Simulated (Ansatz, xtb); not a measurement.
## Relative energy of two isomers of C5H5BBrP

Structure I is `BC1=CC(Br)=CP=C1`, a singlet and structure II is `BC1=PC=C(Br)C=C1`, a singlet. Both are isolated molecules in the gas phase, relaxed with PBE-D3(BJ)/def2-SVP; the shapes shown needn't be the lowest conformers.

I (Å):

```xyz
13

C    -0.6848    1.5807   -0.5329
C     0.2809    1.0310    0.3467
C     1.9734    1.0697   -1.7333
C     0.8964    1.6082   -2.4451
C    -0.3688    1.8555   -1.8884
B    -2.1151    1.8916   -0.0155
Br    1.1506    2.0396   -4.2949
P     1.9341    0.6123   -0.0360
H    -2.4059    1.6642    1.1437
H    -2.9470    2.3633   -0.7685
H    -0.0374    0.8445    1.3873
H     2.9249    0.9163   -2.2687
H    -1.1521    2.2822   -2.5322
```

II (Å):

```xyz
13

C    -1.1102    1.3205   -0.8751
C     0.0801    0.8508   -0.2652
C     1.3736    1.2289   -0.6359
C     1.6061    2.1423   -1.6860
C     0.6027    2.7510   -2.4477
B    -2.4963    0.8417   -0.3920
Br    3.4282    2.5651   -2.0803
P    -1.1116    2.4718   -2.2147
H    -2.5754    0.0465    0.5287
H    -3.5115    1.2519   -0.9236
H    -0.0209    0.1314    0.5665
H     2.2379    0.8093   -0.1015
H     0.9049    3.4498   -3.2448
```

Question: Estimate E(II) − E(I) at the level CCSD(T)/def2-SVP + ΔMP2/def2-TZVPP.

Answer: Calculated at CCSD(T)/def2-SVP + ΔMP2/def2-TZVPP: E(II) − E(I) = −2.5 kcal/mol, so structure II lies lower.

How the difference moves with the method:

```tsv
level	geometry	E(II) − E(I) (kcal/mol)	departure from the last row (kcal/mol)	job, with rough time for the two
GFN2-xTB	GFN2-xTB	−0.6	+1.9	optimisation, 0.19 s
HF/STO-3G	GFN2-xTB	−1.7	+0.8	single point, 0.92 s
r2SCAN-D4/def2-SVP	GFN2-xTB	−3.2	−0.7	single point, 6.6 s
PBE-D3(BJ)/def2-SVP	PBE-D3(BJ)/def2-SVP	−3.2	−0.7	optimisation, 24 s
HF/def2-SVP	PBE-D3(BJ)/def2-SVP	−2.7	−0.2	part of the CCSD(T) run
MP2/def2-SVP	PBE-D3(BJ)/def2-SVP	−2.9	−0.3	part of the CCSD(T) run
CCSD(T)/def2-SVP	PBE-D3(BJ)/def2-SVP	−2.4	+0.1	single point
CCSD(T)/def2-SVP + ΔMP2/def2-TZVPP	PBE-D3(BJ)/def2-SVP	−2.5		single point, 1.9 min
```

As drawn, both hold the same kinds of bond in the same numbers.

The levels shown agree on the order. The largest departure from CCSD(T)/def2-SVP + ΔMP2/def2-TZVPP is that of GFN2-xTB, 1.9 kcal/mol. The last row adds to CCSD(T) the change of the MP2 difference between the two basis sets, here −0.1 kcal/mol.

With thermal terms from frequencies at re-optimised GFN2-xTB minima (ideal gas, soft modes damped towards free rotors, one conformer each, 298.15 K, 1 atm): on the last row, ΔE + ΔZPE = −2.4, ΔH = −2.4, ΔG = −2.3 kcal/mol.

The correlated steps freeze 20 core orbitals; the filled d shell of Br is correlated, in a basis made for valence electrons. Run with Ansatz 0.2.0, xtb 6.7.1; the last row on 2 threads of Intel(R) Xeon(R) 6975P-C (Granite Rapids) on a shared host.

Both isomers are planar phosphinines with bromine β to phosphorus; what changes is the boryl group, which sits β to phosphorus and meta to bromine in I, but α to phosphorus and para to bromine in II. The preference for II, −2.5 kcal/mol, is therefore a positional substituent effect on a shared aromatic ring. Its likely origin is π donation into the empty boron p orbital. Phosphorus is less electronegative than carbon, so the α carbon is electron-rich, and para bromine can add weak lone-pair donation through the ring. The BH2 group is coplanar with the ring in both isomers, as this overlap requires, and the C–B bond is slightly shorter in II, which fits stronger conjugation there. Hartree–Fock with the def2-SVP basis already gives −2.7 kcal/mol, which suggests that electron correlation is not the main source of the preference. Because the boryl group's relation to phosphorus and to bromine changes at once, this pair cannot apportion the stabilisation between them; the bromine-free analogues would help separate the two.
